## Boron 1s in the wrong company

The boron 1s level looks out of place. It belongs to the innermost shell of its atom, yet it lies only 4.6 eV below phosphorus 2s, a level of the second shell. The 1s level of phosphorus is twelve times deeper. The shell number alone cannot decide how deep a core level lies.

Core-level eigenvalues of crystalline boron phosphide (BP), computed with the program exciting (release sodium) using PBE density-functional theory, all-electron LAPW+lo, the shipped species files and a 6×6×6 k-mesh. Spin–orbit coupling is included for the core electrons but not for the valence electrons. Energies are relative to the top of the valence band.

```tsv
row	core level (eV)	core element	core shell
1	-173.0	B	1s1/2
2	-2078.2	P	1s1/2
3	-168.4	P	2s1/2
4	-119.5	P	2p1/2
5	-118.6	P	2p3/2
```

All five rows come from one calculation of a boron phosphide crystal, BP, with the sodium release of the program exciting. Each core level is an orbital energy from density-functional theory, counted from the top of the valence band. A more negative value means a more tightly held electron. The endings 1/2 and 3/2 in the core shell column give the electron's total angular momentum, orbital and spin together.

## Start from a bare nucleus

The simplest model keeps one electron and the nucleus and removes all other electrons. With nuclear charge Z and shell number n, the level is

E = −13.6 eV × Z²/n².

For phosphorus 2s, Z is 15 and n is 2:

E = −13.6 eV × 225/4 ≈ −765 eV.

The same formula gives −340 eV for boron 1s, where Z is 5 and n is 1. Bare nuclei would therefore place phosphorus 2s more than twice as deep as boron 1s. The higher nuclear charge outweighs the higher shell number.

The full calculation puts the two levels almost side by side, so the simple model fails badly here, and its failure is instructive. The other electrons lift phosphorus 2s by about 597 eV, or 78% of its bare depth. They lift boron 1s by about 167 eV, or 49%. The model counts from a free electron at rest and the table from the valence top, but that difference of several electronvolts hardly matters on this scale. The output after the text gives the comparison for every row.

## Electrons inside and electrons outside

Why is the lift so much larger for phosphorus 2s? Electrostatics distinguishes two kinds of neighbour. Charge closer to the nucleus than the electron hides part of the nuclear charge and weakens the pull. Charge farther out, if spread evenly over a shell, exerts no force inside that shell, but its repulsion still raises the energy there by a constant amount.

A phosphorus 2s electron meets both effects. The 1s pair lies mostly inside its orbit, the rest of the second shell overlaps with it, and the valence electrons lie outside. Boron 1s has no shell beneath it, only a partner in its own shell and a few valence electrons farther out. The numbers matter as well as the positions: a phosphorus atom has fourteen other electrons to repel the chosen one, a boron atom only four. The near match of the two levels is thus a meeting of two different balances, not a sign that the two orbitals mix or bond.

Phosphorus 1s completes the picture. Its lift is the largest in the table, about 983 eV, because a 1s electron sits at the centre of the atom, where repulsion from all the other electrons raises the energy most. Yet this is only 32% of its bare depth, the smallest share of any row. The depth that the nucleus alone would give a 1s electron grows as Z², while the lift from the other electrons grows more slowly. This is why phosphorus 1s is twelve times as deep as boron 1s, although Z² alone would make it nine times.

For a neighbouring element, the same reasoning starts with Z²/n² and then asks how much electron charge lies inside the orbital and how much outside. A heavier atom holds its 1s electrons much more tightly. Its second shell also sinks, but from a level that screening has already raised a long way.

## Why 2s lies below 2p

Around a bare nucleus, 2s and 2p would have the same energy apart from small relativistic terms. In the table, phosphorus 2s lies about 50 eV below the two 2p levels. The cause is penetration, a standard result of atomic theory. A 2s electron has a finite density at the nucleus and spends part of its time inside the 1s pair, where little of the nuclear charge is hidden. A 2p electron is kept away from the nucleus by its orbital motion, so the 1s pair screens it more fully.

## A small splitting that reports a large charge

The two 2p levels differ by only 0.9 eV. This is spin–orbit splitting: the level with spin and orbital motion opposed, 2p1/2, lies deeper. The calculation leaves this coupling out for the valence electrons, but the core electrons are treated with the Dirac equation, which contains it.

The size of the splitting tests the picture of inner and outer electrons. For a bare nucleus, theory gives a 2p splitting of α² × 13.6 eV × Z⁴/16, where α ≈ 1/137 is the fine-structure constant. With Z = 15 this is about 2.3 eV. Matching the computed splitting instead requires an effective charge of about 12.

The depth of the 2p levels, put into the energy formula, gives an effective charge of only about 6. That charge would produce a splitting of less than 0.1 eV, far below the computed one. The two answers differ because they measure different things. Spin–orbit coupling depends on how steeply the potential rises close to the nucleus, where little besides the 1s pair gets in the way. The level energy also contains the constant repulsion from electrons farther out, which has no slope and leaves the splitting alone.

An effective charge therefore belongs to the property from which it was derived. Using the value from the energy to predict the splitting would miss by more than a factor of ten.

## What this means for a measured spectrum

In photoemission, an X-ray removes a core electron and the remaining electrons rearrange around the hole. The levels in the table describe the crystal before that happens. The functional also leaves each electron partly repelled by its own charge, which makes core levels too shallow. Measured values for the elements, roughly recalled, are near 190 eV for both boron 1s and phosphorus 2s, so the computed levels are too shallow by about 20 eV.

An error shared by both levels would cancel in the gap of 4.6 eV between them. But the two errors need not be equal, and a difference of a few electronvolts would be enough to reverse the order. The table therefore supports the statement that the two levels lie close together, but not a forecast of which line appears at the higher binding energy. For an engineer checking the composition of a boron phosphide film, the closeness is what matters, since phosphorus 2s can add signal to the boron 1s region. Phosphorus 2p lies more than 50 eV away from boron 1s in the calculation, which makes it the better line for counting phosphorus.

Printed output of the fit:

```
Bare-nucleus estimate and computed level:
  row  bare level (eV)  computed level (eV)  lift by other electrons (eV)  lift in % of bare depth  effective charge from energy
    1           -340.1                 -173                         167.1                    49.14                         3.566
    2            -3061                -2078                         983.1                    32.11                         12.36
    3           -765.3               -168.4                         596.9                       78                         7.036
    4           -765.3               -119.5                         645.8                    84.39                         5.927
    5           -765.3               -118.6                         646.7                     84.5                         5.905
Depth ratio P 1s to B 1s: 12.01
Depth ratio P 1s to P 2s: 12.34
B 1s below P 2s, computed (eV): 4.6
P 2s below B 1s, bare nuclei (eV): 425.2
P 2s below weighted mean of P 2p (eV): 49.5
B 1s below weighted mean of P 2p (eV): 54.1
Splitting of P 2p, unrounded (eV): 0.9157
2s-2p gap over 2p splitting: 54.06
Splitting of 2p at the bare P nucleus (eV): 2.292
Effective charge from the 2p splitting: 11.92
Effective charge from the mean 2p energy: 5.912
Splitting that the energy charge would give (eV): 0.05533
Shift of all levels if mid-gap were the zero (eV): 0.6638
B 1s too shallow by roughly (eV): 17
P 2s too shallow by roughly (eV): 21.6
```
